**Problem.** The molecule OCN–Zr(OH)(F)Cl has an N-bound isocyanate and a nearly linear Zr–O–H unit. Formally it is zirconium(IV) with an empty d shell, so by electron counting its highest occupied levels belong mainly to the ligands. A level of theory has to be chosen for its vertical ionisation energy in the gas phase.

Vertical ionisation of OCN–Zr(OH)(F)Cl in the gas phase, from density functionals and Hartree–Fock (HF) in Ansatz 0.2.0. All rows use the neutral's PBE0-D4/def2-TZVP geometry, a def2 core potential on Zr and an unrestricted cation. The def2-limit row is extrapolated from def2-TZVPP and def2-QZVPP.

| level | exact exchange, long range (%) | ionisation energy (eV) | -HOMO of the neutral (eV) | cation <S^2> |
| --- | --- | --- | --- | --- |
| PBE-D4/def2-TZVPP | 0 | 10.40 | 7.56 | 0.755 |
| r2SCAN-D4/def2-TZVPP | 0 | 10.61 | 7.89 | 0.763 |
| B3LYP-D4/def2-TZVPP | 20 | 10.85 | 8.70 | 0.766 |
| PBE0-D4/def2-TZVPP | 25 | 10.90 | 8.96 | 0.771 |
| wB97X-V/def2-TZVPP | 100 | 11.20 | 11.26 | 0.776 |
| wB97M-V/def2-TZVPP | 100 | 11.17 | 11.16 | 0.773 |
| HF/def2-QZVPP | 100 | 10.08 | n/a | 0.913 |
| HF/def2-TZVPP | 100 | 10.09 | n/a | 0.913 |
| HF/def2-limit | 100 | 10.08 | n/a | n/a |

The ionisation energy $I$ is the energy of the cation less that of the neutral at fixed nuclei, and it takes two calculations. The column $-$HOMO is $-\varepsilon$, the negative energy of the neutral's highest occupied orbital, and it takes one. The share of exact exchange, $a$ when written as a fraction, is the definition of each functional at long range, rounded to whole per cent. The cation's $\langle S^2\rangle$ is 0.75 for a pure doublet.

### (a) Why do $I$ and $-\varepsilon$ differ, and how does the difference depend on exact exchange? Estimate $I$ for B3LYP from its HOMO, using only the PBE and PBE0 rows.

**Solution.** Picture the electron leaving in small portions. The orbital energy of the neutral is the price of the first portion, and $I$ is the average price of all of them. In the exact theory the price is the same throughout, because a molecule with half an electron removed is a statistical mixture of neutral and cation. A semilocal functional lets the electron repel its own charge cloud, which makes the first portion cheap and the last one dear. This is the established delocalisation error, and it makes $-\varepsilon$ smaller than $I$.

A small metal sphere behaves in the same way. Its charging energy is quadratic in the charge, so first and average price differ by half of $e^2/4\pi\epsilon_0R$, where $R$ is the radius. In PBE the difference is 2.84 eV, so the full term is about 5.7 eV, and with $e^2/4\pi\epsilon_0\approx14$ eV Å the radius comes out between 2 and 3 Å, the scale of this molecule. The analogy fixes the sign and the order of magnitude and goes no further. A sphere really holds divisible charge, whereas in the molecule the quadratic term is an error of the functional.

Let $n$ be the occupation of the HOMO, 1 in the neutral and 0 in the cation. Janak's theorem states $dE/dn=\varepsilon(n)$. If $E$ is taken as quadratic in $n$ with curvature $\kappa$,

$$E(n)=E(0)+bn+\tfrac12\kappa n^2,\qquad \varepsilon(1)=b+\kappa,$$

$$I=E(0)-E(1)=-b-\tfrac12\kappa=-\varepsilon(1)+\tfrac12\kappa .$$

The difference $\Delta=I-(-\varepsilon)$ is therefore half the curvature. Exact exchange cancels the self-repulsion of an orbital, so a share $a$ should cancel that share of it. Relaxation of the other orbitals around the hole works against the self-repulsion and is not cancelled, so $\Delta=g_0-ka$ with $k$ larger than $g_0$. The steps assume that the hole sits in the HOMO and that the rest of the functional matters little.

For the estimate, PBE and PBE0 form a clean pair, since they differ in $a$ and share the semilocal form:

$$\Delta_{\rm PBE}=10.40-7.56=2.84\ \text{eV},\qquad \Delta_{\rm PBE0}=10.90-8.96=1.94\ \text{eV},$$

$$k=\frac{2.84-1.94}{0.25}=3.6\ \text{eV},\qquad \Delta(0.20)=2.84-3.6\times0.20=2.12\ \text{eV},$$

$$I_{\rm B3LYP}\approx 8.70+2.12=10.82\ \text{eV}.$$

The table gives 10.85 eV, so the estimate is 0.03 eV low for a row that played no part in the two-point line. A least-squares line through all four functionals with one share at every distance (PBE, r2SCAN, B3LYP, PBE0) reads $\Delta=2.78-3.29\,a$ in eV. Its worst miss is 0.06 eV, for the two rows at $a=0$, which lie on either side of the line and show how much the semilocal form adds.

The same pair shows why an energy difference is the safer route. Per unit of $a$, $-\varepsilon$ rises by 5.6 eV and $\Delta$ falls by 3.6 eV, so their sum $I$ rises by only 2.0 eV. Straightening a curve changes its slope at the end a great deal and moves the end points less, and $I$ depends on the end points alone. Across the six functionals $-\varepsilon$ accordingly spans more than four times the range of $I$.

The range-separated pair was left out of the fit, because its share grows with the distance between electrons, from roughly 0.17 (wB97X-V) or 0.15 (wB97M-V) at short range, as recalled from their definitions, to 1. For wB97X-V the line gives $+2.22$ eV at the short-range share and $-0.51$ eV at the long-range share. The computed $\Delta$ lies between the two and far closer to the long-range end.

With $\Delta=-0.06$ eV for wB97X-V and $+0.01$ eV for wB97M-V, both have nearly straight $E(n)$ by this measure. Theory supplies the reason: the departing electron must feel the attraction of the hole it leaves, and full exact exchange at long range restores that tail of the potential. The line itself is not sharply determined so far from its data. A second least-squares line through all six functionals, in the long-range share, describes the four global rows with an rms miss of 0.07 eV against 0.05 eV, so the rows fix the trend and leave the exact slope open.

### (b) HF has full exact exchange, yet its $I$ is the lowest in the table. Why, and what serves as a yardstick?

**Solution.** HF has no self-repulsion, and its orbital energy is the exact cost of removing the electron with all other orbitals frozen (Koopmans' theorem). In the cation the remaining electrons contract around the hole and lower its energy, so $I$ must fall below $-\varepsilon$. The def2-TZVPP calculation has $-\varepsilon=12.32$ eV against $I=10.09$ eV, a relaxation of 2.23 eV that includes spin polarisation and presumes that the hole sits in the HOMO. The curve $E(n)$ bends the other way than in PBE, because relaxation remains when the self-repulsion is gone. HF lies 1.72 eV below the line of part (a), and the rows do not show how much of that comes from the long extrapolation, the missing correlation or a different hole.

The low $I$ comes from the absence of correlation, and the numbers show this directly. The neutral has one electron pair more than the cation, so correlation lowers it further. CCSD(T) built on the same two determinants gives 11.12 eV in def2-TZVPP, which is 1.03 eV above HF. The three HF rows agree within 0.01 eV, so the basis plays no part at the HF level, and the three rows count as one result.

Relaxation and correlation act on the Koopmans value in opposite directions. Relaxation takes 2.23 eV off it and correlation returns 1.03 eV, which leaves $-\varepsilon$ of HF 1.20 eV above CCSD(T) in the same basis. Both HF routes thus miss by about 1 eV or more, one low and one high. The cancellation on which Koopmans estimates rely is only half complete here.

CCSD(T) is the best yardstick at hand, but a computed one with a width. Its basis-limit estimate is 11.34 eV, and the step of 0.23 eV from def2-TZVPP is taken over from MP2 by construction. MP2 is a doubtful lender, since it gives 11.89 eV in def2-TZVPP, 0.77 eV above CCSD(T). The two coupled-cluster values are best read as a window for comparison, not as bounds on the true value.

The HF cation is spin-contaminated: $\langle S^2\rangle=0.913$ corresponds to about 5 % quartet if all the excess is assigned to that state, against less than 1 % for the functionals. Second-order theory is known to treat such a determinant poorly, which may be why MP2 puts the cation too high, though that cause is untested here. Coupled cluster repairs much of a poor determinant through single excitations. Its $T_1$ diagnostic is 0.030 for the cation and 0.017 for the neutral, so the cation is the less secure of the two energies.

The larger doubt is the identity of the cation state. The top two levels of the neutral lie only 0.06 to 0.10 eV apart in r2SCAN, PBE0 and wB97X-V, and the third lies 0.56 to 0.71 eV below the HOMO. Each unrestricted cation tested as a stable minimum, which does not make it the lowest one, and the HF hole may sit in another orbital than the holes of the functionals. If it does, the coupled-cluster window can belong to a higher state, and the functionals would then look too low by the spacing of the states. Orbital spacings suggest, as a guess, about 0.1 eV if the two top levels trade places and more than half an eV if the third is involved.

### (c) Which level suits a target of about 0.5, 0.2 or 0.05 eV, and what does each cost?

**Solution.** One eV is roughly 96 kJ/mol, so the targets run from a coarse screening of thresholds to thermochemical work. All errors below are relative to the two CCSD(T) values and carry the doubts of part (b). Energy differences from functionals usually converge faster with basis than those of coupled cluster, which argues for the limit value as the fairer comparison, but each functional was run in one basis only. The advice is drawn from this one molecule.

The semilocal functionals miss even the coarse target, though r2SCAN only just when held against the def2-TZVPP value. PBE is low by 0.72 to 0.94 eV and r2SCAN by 0.51 to 0.73 eV, the first figure against def2-TZVPP and the second against the limit. The usual explanation is that self-repulsion favours a hole spread over several ligands and so lowers the cation too far. That is plausible for a molecule with close ligand levels, but it stays a guess, and the step between two functionals of equal share shows that exact exchange is not the only variable.

The global hybrids meet 0.5 eV by energy difference, B3LYP only just. PBE0 is low by 0.22 to 0.44 eV and B3LYP by 0.27 to 0.49 eV. PBE0 is nearer to both coupled-cluster values, but a lead of 0.05 eV on one molecule is too small to rank them. Their HOMO energies, like those of PBE and r2SCAN, are more than 2 eV too shallow and must not be read as ionisation energies.

The range-separated pair meets 0.2 eV. Both fall inside the window: wB97X-V is 0.08 eV above its lower edge and 0.14 eV below its upper edge, and wB97M-V is 0.03 eV lower still. Their $-\varepsilon$ also lies within 0.2 eV of both edges, so a single calculation on the neutral would have served. A $\Delta$ near zero shows that a functional agrees with itself, while its accuracy can be judged here only against coupled cluster. That comparison needs the same cation state: if the yardstick is more than half an eV too high, the true value lies nearer to the functionals with less exact exchange.

The steps matter most near a threshold. Suppose the question is whether vertical ionisation costs more or less than 11 eV. HF and the four global-share functionals answer less, while the range-separated pair and both CCSD(T) values answer more. The step of 0.30 eV from PBE0 to wB97X-V decides the answer. The onset seen in an experiment can lie lower, towards the adiabatic value, for which the cation has relaxed its geometry.

No level here secures 0.05 eV, since the basis step of CCSD(T) alone exceeds that target more than fourfold. The triples add only 0.03 eV to $I$, so the basis, and possibly the choice of cation state, matters more than the triples. Spin-orbit coupling and vibration are absent, and all rows use one conformer at the PBE0 geometry, so a disagreement with experiment at this scale should not be laid on a functional. The most useful next step is cheap: start the cation with the hole in each of the top three orbitals and compare spin densities between levels.

Cost follows roughly from formal scaling, with prefactors and integral screening ignored. With $N=267$ basis functions in def2-TZVPP, a semilocal functional with fitted densities grows as about $N^3$, and one exact-exchange build as $N^4\approx5\times10^{9}$ operations. Global hybrids, range-separated hybrids and HF all belong to this second class, so the gain from PBE0 to wB97X-V costs no change of scaling. An energy difference adds an unrestricted cation calculation and at least doubles the work.

Correlated methods are in another range. With $o$ correlated occupied and $v$ virtual orbitals, MP2 takes $oN^4\approx10^{11}$, each CCSD cycle $o^2v^4\approx2\times10^{12}$ and the triples $o^3v^4\approx4\times10^{13}$. The triples thus stand about four orders of magnitude above one exchange build, of which a self-consistent calculation needs a series. MP2 needs an HF calculation first and lies further from CCSD(T) than the range-separated functionals do, so its use here is in the basis correction.

A larger basis is dear in every class. Going to def2-QZVPP multiplies an $N^4$ step by about 9 and a $v^4$ step by about 12. For HF that moves $I$ by no more than 0.01 eV, but for MP2 by 0.13 eV, because pair correlation converges slowly with basis. If the coupled-cluster cation proves to be the same state as that of the functionals, a range-separated functional in def2-TZVPP, used by energy difference, gives the most for the effort on this molecule.
